**Singlet Al2 stretched from 2.46 to 10.20 Å: two states, a determinant switch and the errors against FCI**

The table holds energies along the Al–Al distance, counted from the start at 3.031 Å, for HF, MP2, CCSD(T), phaseless AFQMC with a CISD trial, FCI, PBE and PBE0 in cc-pVDZ with frozen cores. The program fits a Morse form to the four stretched FCI rows, converts relative errors into total errors with the total energies at 2.46 Å, and holds a two-configuration model against the coupled-cluster amplitudes there. The Morse fits follow the stretched rows within 0.028 eV (minimum fixed) and 0.004 eV (minimum free) but put the 2.46 Å row, an open-shell singlet in FCI, far too high. The hump in HF and MP2 coincides with the change from the R to the U determinant, and the apparent underbinding of CCSD(T) and AFQMC comes from their error at the start. The functionals lie 0.4 to 0.5 eV above FCI for the separated atoms, a gap that also contains the small-basis error of the reference.

Neutral singlet Al2 at varied Al–Al distance, computed with afq 1 (own AFQMC program) and Ansatz 0.2.0 at the levels named in the columns, basis cc-pVDZ, with the neon cores frozen in the correlated wave-function methods. Energies are counted from the start at 3.031 Å (RHF determinant) at the same level; R is a restricted and U an unrestricted determinant.

## Numerical check

```python
# Table: singlet Al2 stretch, cc-pVDZ, frozen core; energies (eV) from the start at 3.031 A; HF, MP2, CCSD(T),
# phaseless AFQMC (own program, CISD trial), FCI, PBE, PBE0. Tested: Morse form for FCI, errors against FCI,
# error of the start point, two-configuration model at 2.46 A, size of the long-range tail.
T = {
    'point_distance': [2.46, 3.79, 4.79, 6.78, 10.2],  # angstrom
    'row_number': [1, 2, 3, 4, 5],
    'row_determinant': ['R', 'R', 'R', 'U', 'U'],
    'row_hf': [0.823, 0.426, 1.338, 0.122, 0.129],  # eV
    'row_mp2': [0.292, 0.413, 1.18, 0.712, 0.722],  # eV
    'row_ccsd_pt': [0.311, 0.325, 0.773, 0.858, 0.867],  # eV
    'row_ph_afqmc_cisd': [0.318, 0.338, 0.831, 0.866, 0.871],  # eV
    'row_fci': [0.201, 0.315, 0.747, 0.888, 0.903],  # eV
    'row_pbe': [-0.038, 0.485, 1.102, 1.409, 1.426],  # eV
    'row_pbe0': [0.051, 0.574, 1.159, 1.315, 1.326],  # eV
}
import numpy as np
from scipy.optimize import least_squares
from scipy.constants import physical_constants as pc
Eh = pc['Hartree energy in eV'][0]; a0 = pc['Bohr radius'][0]*1e10
r = np.array(T['point_distance'], float); r0 = 3.031  # start distance, from the caption
K = {'HF':'row_hf','MP2':'row_mp2','CCSD(T)':'row_ccsd_pt','AFQMC':'row_ph_afqmc_cisd','FCI':'row_fci','PBE':'row_pbe','PBE0':'row_pbe0'}
E = {k: np.array(T[v], float) for k, v in K.items()}; F = E['FCI']
f = lambda x: ' '.join('%7.3f' % v for v in x)
print('distances (A):', f(r), '; determinants:', ' '.join(map(str, T['row_determinant'])))
print('table rounding: 0.0005 eV per entry')
def morse(x, D, a, re): return D*((1-np.exp(-a*(x-re)))**2-(1-np.exp(-a*(r0-re)))**2)
p1 = np.append(least_squares(lambda p: morse(r[1:], p[0], p[1], r0)-F[1:], [0.9, 1.2]).x, r0)
p2 = least_squares(lambda p: morse(r[1:], *p)-F[1:], [0.9, 1.4, 3.1]).x
print('Morse fits to the four stretched FCI rows (2.46 A left out: open-shell state)')
for n, p in (('minimum fixed at start', p1), ('minimum free', p2)):
    print(' %s: D %.3f eV, a %.2f 1/A, re %.3f A; model-FCI (eV):' % (n, *p), f(morse(r[1:], *p)-F[1:]))
    print('   at 2.46 A: model %.2f eV, FCI %.3f eV, miss %.2f eV' % (morse(r[0], *p), F[0], morse(r[0], *p)-F[0]))
print('error against FCI, counted from the start (eV), row by row')
for k in E:
    if k != 'FCI':
        d = E[k]-F; print(' %-8s' % k, f(d), '; worst at %.2f A' % r[np.argmax(abs(d))])
print('step 4.79 to 6.78 A, R to U (eV):', ', '.join('%s %+.3f' % (k, E[k][3]-E[k][2]) for k in E))
print('AFQMC minus CCSD(T) (eV):', f(E['AFQMC']-E['CCSD(T)']), '; noise at 2.46 A 0.004 eV')
# further outputs of the same runs at 2.46 A: total energies (eV), amplitudes, occupations, released walk
tot = {'HF':-13162.7339,'MP2':-13165.5217,'CCSD(T)':-13166.5830,'AFQMC':-13166.5902,'FCI':-13166.7488}
lad = {'CCSD':-13166.3601,'CCSD(T)':-13166.5830,'CCSDT':-13166.6514,'CCSDT(Q)':-13166.7134,'CCSDTQ':-13166.7450}
amp = {'CCSD':0.15275,'CCSDT':0.49493,'CCSDTQ':0.96329}; occ = (0.94574, 0.92636)
rel = (-13166.6002, -13166.6446); afq_hf = -13166.4715
print('total energy above FCI (eV): start point, then the five rows')
A = {}
for k in ('HF', 'MP2', 'CCSD(T)', 'AFQMC'):
    s = (tot[k]-E[k][0])-(tot['FCI']-F[0]); A[k] = np.append(s, E[k]-F+s)
    print(' %-8s' % k, f(A[k]))
print('MP2 share of correlation energy (%), same order:', ' '.join('%.0f' % v for v in 100*(1-A['MP2']/A['HF'])))
print('at 2.46 A above FCI (eV):', ', '.join('%s %.3f' % (k, v-tot['FCI']) for k, v in lad.items()))
print('AFQMC at 2.46 A above FCI (eV): HF trial %.3f, CISD trial %.3f, released first %.3f, last %.3f'
      % (afq_hf-tot['FCI'], tot['AFQMC']-tot['FCI'], rel[0]-tot['FCI'], rel[1]-tot['FCI']))
print('two-configuration model: FCI occupations %.3f %.3f imply t = %.2f' % (*occ, np.sqrt(occ[1]/occ[0])))
for k, t in amp.items():
    g = (1-t)**2/(1+t*t); e = lad[k]-tot['FCI']
    s = ', error/factor %.1f eV' % (e/g) if g > 0.01 else ', factor too small for a ratio'
    print(' %s: t %.2f, share of second configuration %.0f%%, factor %.3f, error %.3f eV%s' % (k, t, 100*t*t/(1+t*t), g, e, s))
print('functional error counted from the 10.20 A row (eV): 2.46, start, 3.79, 4.79, 6.78 A')
G = {}
for k in ('PBE', 'PBE0'):
    d = E[k]-F; G[k] = np.array([d[0], 0, d[1], d[2], d[3]])-d[4]
    print(' %-5s' % k, f(G[k]), '; ratio to FCI, stretched rows:', ' '.join('%.2f' % v for v in E[k][1:]/F[1:]))
print('rise 6.78 to 10.20 A (meV):', ', '.join('%s %.0f' % (k, 1e3*(E[k][4]-E[k][3])) for k in E))
w = (a0/r[3])**6-(a0/r[4])**6; C6 = 5e2  # rough recalled Al-Al C6 in atomic units
print('C6 needed for the FCI rise: %.0f a.u.; rough recalled C6 of %.0f a.u. gives %.0f meV' % ((F[4]-F[3])/Eh/w, C6, 1e3*C6*w*Eh))
print('Morse rise over the same span (meV): fixed %.0f, free %.0f' % tuple(1e3*(morse(r[4], *p)-morse(r[3], *p)) for p in (p1, p2)))
print('share of the 10.20 A FCI value reached at 3.79, 4.79, 6.78 A (%):', ' '.join('%.0f' % v for v in 100*F[1:4]/F[4]))
assert np.all(np.diff(F[1:]) > 0) and E['HF'][3] < E['HF'][2] and E['MP2'][3] < E['MP2'][2]
assert min(morse(r[0], *p1), morse(r[0], *p2)) > F[0]+0.4
assert all(np.argmax(A[k]) == 1 and A[k][0] > A[k][5] > 0 for k in ('CCSD(T)', 'AFQMC'))
assert np.all(np.diff(G['PBE']) > 0) and np.all(np.diff(G['PBE0']) > 0)
```

Output:

```
distances (A):   2.460   3.790   4.790   6.780  10.200 ; determinants: R R R U U
table rounding: 0.0005 eV per entry
Morse fits to the four stretched FCI rows (2.46 A left out: open-shell state)
 minimum fixed at start: D 0.910 eV, a 1.25 1/A, re 3.031 A; model-FCI (eV):   0.026  -0.028   0.005   0.007
   at 2.46 A: model 0.98 eV, FCI 0.201 eV, miss 0.78 eV
 minimum free: D 0.941 eV, a 1.51 1/A, re 3.157 A; model-FCI (eV):   0.000  -0.001   0.004  -0.003
   at 2.46 A: model 3.22 eV, FCI 0.201 eV, miss 3.02 eV
error against FCI, counted from the start (eV), row by row
 HF         0.622   0.111   0.591  -0.766  -0.774 ; worst at 10.20 A
 MP2        0.091   0.098   0.433  -0.176  -0.181 ; worst at 4.79 A
 CCSD(T)    0.110   0.010   0.026  -0.030  -0.036 ; worst at 2.46 A
 AFQMC      0.117   0.023   0.084  -0.022  -0.032 ; worst at 2.46 A
 PBE       -0.239   0.170   0.355   0.521   0.523 ; worst at 10.20 A
 PBE0      -0.150   0.259   0.412   0.427   0.423 ; worst at 6.78 A
step 4.79 to 6.78 A, R to U (eV): HF -1.216, MP2 -0.468, CCSD(T) +0.085, AFQMC +0.035, FCI +0.141, PBE +0.307, PBE0 +0.156
AFQMC minus CCSD(T) (eV):   0.007   0.013   0.058   0.008   0.004 ; noise at 2.46 A 0.004 eV
total energy above FCI (eV): start point, then the five rows
 HF         3.393   4.015   3.504   3.984   2.627   2.619
 MP2        1.136   1.227   1.234   1.569   0.960   0.955
 CCSD(T)    0.056   0.166   0.066   0.082   0.026   0.020
 AFQMC      0.042   0.159   0.065   0.126   0.020   0.010
MP2 share of correlation energy (%), same order: 67 69 65 61 63 64
at 2.46 A above FCI (eV): CCSD 0.389, CCSD(T) 0.166, CCSDT 0.097, CCSDT(Q) 0.035, CCSDTQ 0.004
AFQMC at 2.46 A above FCI (eV): HF trial 0.277, CISD trial 0.159, released first 0.149, last 0.104
two-configuration model: FCI occupations 0.946 0.926 imply t = 0.99
 CCSD: t 0.15, share of second configuration 2%, factor 0.701, error 0.389 eV, error/factor 0.6 eV
 CCSDT: t 0.49, share of second configuration 20%, factor 0.205, error 0.097 eV, error/factor 0.5 eV
 CCSDTQ: t 0.96, share of second configuration 48%, factor 0.001, error 0.004 eV, factor too small for a ratio
functional error counted from the 10.20 A row (eV): 2.46, start, 3.79, 4.79, 6.78 A
 PBE    -0.762  -0.523  -0.353  -0.168  -0.002 ; ratio to FCI, stretched rows: 1.54 1.48 1.59 1.58
 PBE0   -0.573  -0.423  -0.164  -0.011   0.004 ; ratio to FCI, stretched rows: 1.82 1.55 1.48 1.47
rise 6.78 to 10.20 A (meV): HF 7, MP2 10, CCSD(T) 9, AFQMC 5, FCI 15, PBE 17, PBE0 11
C6 needed for the FCI rise: 2669 a.u.; rough recalled C6 of 500 a.u. gives 3 meV
Morse rise over the same span (meV): fixed 17, free 8
share of the 10.20 A FCI value reached at 3.79, 4.79, 6.78 A (%): 35 83 98
```
